**Q:** This metal has six yttrium atoms, two antimony atoms and one molybdenum atom in its cell. The calculation lists its density of states as a column of heights. Could I have estimated those heights with a pencil?

Density of states of Y6Sb2Mo (P-62m, 9-atom unrelaxed cell) from Ansatz 0.2.0: scalar-relativistic PBEsol without spin polarization, plane waves to 420 eV, PAW datasets made for PBE, 5×5×8 k-mesh, Fermi–Dirac smearing of 0.1 eV. Values are tetrahedron-method means over 0.5 eV bins; orbital projections are summed over the atoms of each element.

```tsv
bin centre from the Fermi level (eV)	total (states/eV/cell)	on Y d (states/eV/cell)	on Sb p (states/eV/cell)	on Mo d (states/eV/cell)
-10.28	0.00	0.00	0.00	0.00
-9.78	1.75	0.14	0.01	0.00
-9.28	6.24	1.03	0.03	0.00
-8.78	0.00	0.00	0.00	0.00
-8.28	0.00	0.00	0.00	0.00
-7.78	0.00	0.00	0.00	0.00
-7.28	0.00	0.00	0.00	0.00
-6.78	0.00	0.00	0.00	0.00
-6.28	0.00	0.00	0.00	0.00
-5.78	0.00	0.00	0.00	0.00
-5.28	0.00	0.00	0.00	0.00
-4.78	0.12	0.01	0.04	0.00
-4.28	2.16	0.37	0.92	0.01
-3.77	5.08	1.09	2.49	0.05
-3.27	5.30	1.35	2.54	0.07
-2.77	5.34	1.66	2.87	0.14
-2.27	6.69	2.53	2.63	0.64
-1.77	5.76	2.58	1.15	1.01
-1.27	15.75	6.26	1.11	7.30
-0.78	5.08	2.44	0.60	1.21
-0.28	8.50	5.90	0.40	0.61
0.23	7.87	6.14	0.27	0.59
0.72	6.86	5.07	0.15	0.96
1.23	9.85	7.30	0.17	1.33
1.73	7.61	6.04	0.24	0.52
```

**A:** You could come fairly close once two energies are known, because the heights are tied to something you can count. The column "total" is the number of electron states per eV in one cell, averaged over a bin 0.5 eV wide. Height times width is therefore a number of states. Energies are measured from the Fermi level, up to which the states are filled, so the areas below it must add up to the electrons that the atoms bring.

**Q:** Which electrons do I count?

**A:** The outer ones: three from each Y, six from Mo and five from each Sb. Two of the five on Sb are 5s electrons, which are bound much more tightly. They form the separate pair of bins between −10 and −9 eV, and those bins hold 4.0 electrons. The other 30 share the band that starts near −4.8 eV and runs through the Fermi level.

**Q:** Then I spread 30 electrons over 4.8 eV and get about 6 states per eV everywhere.

**A:** That is the right size but the wrong shape. The calculated height is only 2.16 at −4.28 eV and reaches 7.87 just above the Fermi level. On the way there is a spike of 15.75 at −1.27 eV. The general rise and the spike have different causes, so treat them separately and add them.

**Q:** Why are there so few states near the bottom of the band?

**A:** Electrons in a crystal are waves, each labelled by a wave vector. The lowest state of a band has a particular wave vector, and only few others lie close to it. If k is the distance from that wave vector, the number of waves within k grows as k³ in three dimensions. Near a band bottom the energy grows as k², so the number of states up to an energy e above the bottom grows as e^(3/2).

Now let the band hold N electrons when filled to a depth W, measured from its bottom to the Fermi level. If the same law held all the way up, the number of states up to e would be N (e/W)^(3/2), and the density of states is the slope of that expression:

g(e) = 1.5 × (N/W) × √(e/W)

The count and the depth set the height, and the square root sets the shape. More electrons in the same depth raise the whole curve, and so does squeezing the same electrons into a shallower band.

**Q:** That sounds like a free-electron gas. Is this metal one?

**A:** No. The columns "on Sb p" and "on Y d" give the share of the states that lies in those atomic orbitals. In the lower part of the band, up to −2.27 eV, Sb p is larger than Y d; from −1.77 eV upwards Y d is the larger. These electrons hop between atomic orbitals, and the depth of their band depends on how strongly neighbouring orbitals couple and on how far apart their energies lie. An electron count tells you neither.

A free-electron gas would have no empty stretch like the one between −9 and −5 eV in the table. Nor does its formula give the depth you need: 24 free electrons in this cell, the number I shall use for the broad part, would fill 7.9 eV, whereas the band is about 4.8 eV deep. So you have to read the depth from a calculation or a spectrum. The square root is well founded only just above a band bottom. Over the whole depth, where several bands overlap, it serves as a smooth interpolation. The rise towards the Fermi level, for instance, follows the growing share of Y d.

**Q:** And what makes the spike?

**A:** The d orbitals of molybdenum have the largest share in it. The column "on Mo d" rises to 7.30 in that bin and stays below 1.4 in every other. There is one Mo atom per cell, and its nearest Mo neighbour is the copy of itself in the next cell, too far away for their d orbitals to overlap much. An electron on Mo moves on mainly by way of other atoms, which helps to keep its levels close together. About two thirds of the filled Mo d weight lies in this one bin.

The position of the spike also makes sense. Mo has three more protons than Y, and its d electrons feel a stronger pull, so they lie lower. Most of the Mo d weight in the table is below the Fermi level, while Y d remains large above it. For the estimate, put all six Mo electrons into the one bin at −1.27 eV and leave 24 electrons, from Y and Sb p, in the broad band. Six is the number of electrons that Mo brings, and the projection puts about 5.5 on Mo d below the Fermi level, so the count is close. The d shell itself has ten places, but mixing with the orbitals of neighbouring atoms can carry part of them above the Fermi level.

**Q:** Let me try an ordinary row, −2.77 eV. The bottom is at −4.78 eV, the centre of the first bin of the band that holds any states.

**A:** Then e is 4.78 − 2.77 = 2.01 eV, and e/W is 2.01/4.78 = 0.42, with a square root of 0.65. The factor in front is 1.5 × 24/4.78 = 7.5 states per eV. The product is 4.9, against a calculated 5.34, so the estimate is 9% below the calculation. This row was not used to set either the depth or the position of the spike.

**Q:** Now the spike. The same steps give 6.5 for the broad part. Six electrons in 0.5 eV add 12, so I get 18.5.

**A:** The calculation has 15.75, so you are 17% too high. This row did supply the position of the spike, but its height comes from your count. Notice that the 12 depends on the bin: spread over 1 eV, the same six electrons would add only 6. The broad part hardly changes with the bin width, but a spike does.

**Q:** Is 17% a fair measure of how well I understand the spike?

**A:** It flatters you, because two errors work against each other. You assigned 12 to Mo d where the projection has 7.30, since part of the Mo d weight lies in other bins. The rest of the total, however, is 2.0 higher than your broad curve. Y d is responsible for much of that: it reaches 6.26 here and only about 2.5 in the bins on either side.

Mixing is the natural explanation. Each Mo atom has six Y neighbours at only 2.83 Å, and their d orbitals can combine with those of Mo into shared levels. The spike is therefore a Mo–Y feature with Mo d as its largest single part. The cell was made by swapping elements in another crystal and was not relaxed. The calculated forces push these Y atoms away from Mo, so the contact would lengthen on relaxation and the spike may shift.

**Q:** How good is the rule over the whole band?

**A:** For the 13 bins from −4.28 to 1.73 eV, the median miss is 15.5% of the calculated height. The worst is 36%, at −0.78 eV, where the calculation has a valley next to the spike and the smooth curve passes over it. Without a separate spike the root-mean-square miss roughly doubles, from 1.3 to 2.8 states per eV. The printed output below compares the rule with every bin.

The form of the rule was chosen with these heights in view. The 15.5% therefore describes this metal, and another compound could do worse.

**Q:** I mainly need the value at the Fermi level, because it governs the electronic heat capacity. May I use 7.5?

**A:** Only as a rough size. The same calculation gives 5.21 at the Fermi level itself, so the rule is 45% too high there. The bins on either side average 8.50 and 7.87, so the calculated curve has a narrow dip at the level. A smooth curve cannot find such a dip. The calculation sampled the electron waves on a fairly coarse mesh, and a finer one would have to confirm how deep the dip is, or whether it is there at all.

**Q:** Can I at least continue the curve upwards, to the empty states?

**A:** As far as the last row, yes: the four bins above the Fermi level are met to within 18%. Much further up it must fail. The square root rises for ever, but a d shell has only ten places per atom, so the d part of the band has to come to an end.

**Q:** And if I meet a similar metal, where do I begin?

**A:** Count the outer electrons and set aside those bound so deeply that they form a group of their own. Then find the depth of the band that remains. Finally, look for an element whose atoms are far apart from each other and whose d levels lie below those of the surrounding atoms. Try its electrons as a spike, at an energy read from a calculation or a spectrum, and put the others under the smooth curve. If its d shell lies wholly below the Fermi level, give the spike ten electrons per atom, whatever number the atom brought. The rule has been tested on this one metal only, so treat the result as a first guess.

Output of the analysis:

```
Rule against calculation (states/eV/cell):
     row  root factor  broad part  Mo peak   rule  rule less total  miss in %
  -10.28            0           0        0      0                0          0
   -9.78            0           0        0      0            -1.75       -100
   -9.28            0           0        0      0            -6.24       -100
   -8.78            0           0        0      0                0          0
   -8.28            0           0        0      0                0          0
   -7.78            0           0        0      0                0          0
   -7.28            0           0        0      0                0          0
   -6.78            0           0        0      0                0          0
   -6.28            0           0        0      0                0          0
   -5.78            0           0        0      0                0          0
   -5.28            0           0        0      0                0          0
   -4.78            0           0        0      0            -0.12       -100
   -4.28       0.3234       2.436        0  2.436           0.2758      12.77
   -3.77       0.4597       3.462        0  3.462           -1.618     -31.85
   -3.27        0.562       4.233        0  4.233           -1.067     -20.13
   -2.77       0.6485       4.884        0  4.884          -0.4562     -8.543
   -2.27       0.7246       5.458        0  5.458           -1.232     -18.42
   -1.77       0.7935       5.976        0  5.976           0.2165      3.758
   -1.27       0.8569       6.454       12  18.45            2.704      17.17
   -0.78       0.9148        6.89        0   6.89             1.81      35.62
   -0.28       0.9703       7.307        0  7.307           -1.193     -14.03
    0.23        1.024        7.71        0   7.71          -0.1596     -2.027
    0.72        1.073       8.079        0  8.079            1.219      17.77
    1.23        1.121       8.445        0  8.445           -1.405     -14.26
    1.73        1.167       8.789        0  8.789            1.179       15.5
Electrons in the separate low bins (Sb 5s): 3.995
Electrons in the band, up to the last bin below the Fermi level: 29.89
Broad part of the rule at the Fermi level, states/eV/cell: 7.531
Rms miss of the rule, scored rows, states/eV/cell: 1.315
Rms miss of one root curve without a peak, states/eV/cell: 2.805
Rms miss of a flat background with the peak, states/eV/cell: 2.269
Median size of the miss of the rule, scored rows, %: 15.5
Rms miss of the rule with the bottom 0.25 eV deeper, states/eV/cell: 1.284
Peak bin: Mo peak of the rule less projected Mo d, states/eV/cell: 4.7
Peak bin: total without Mo d, less broad part of the rule, states/eV/cell: 1.996
Rule at the Fermi level too high against the calculated value by, %: 44.56
Depth of a free-electron gas of the broad-band electrons, eV: 7.931
```
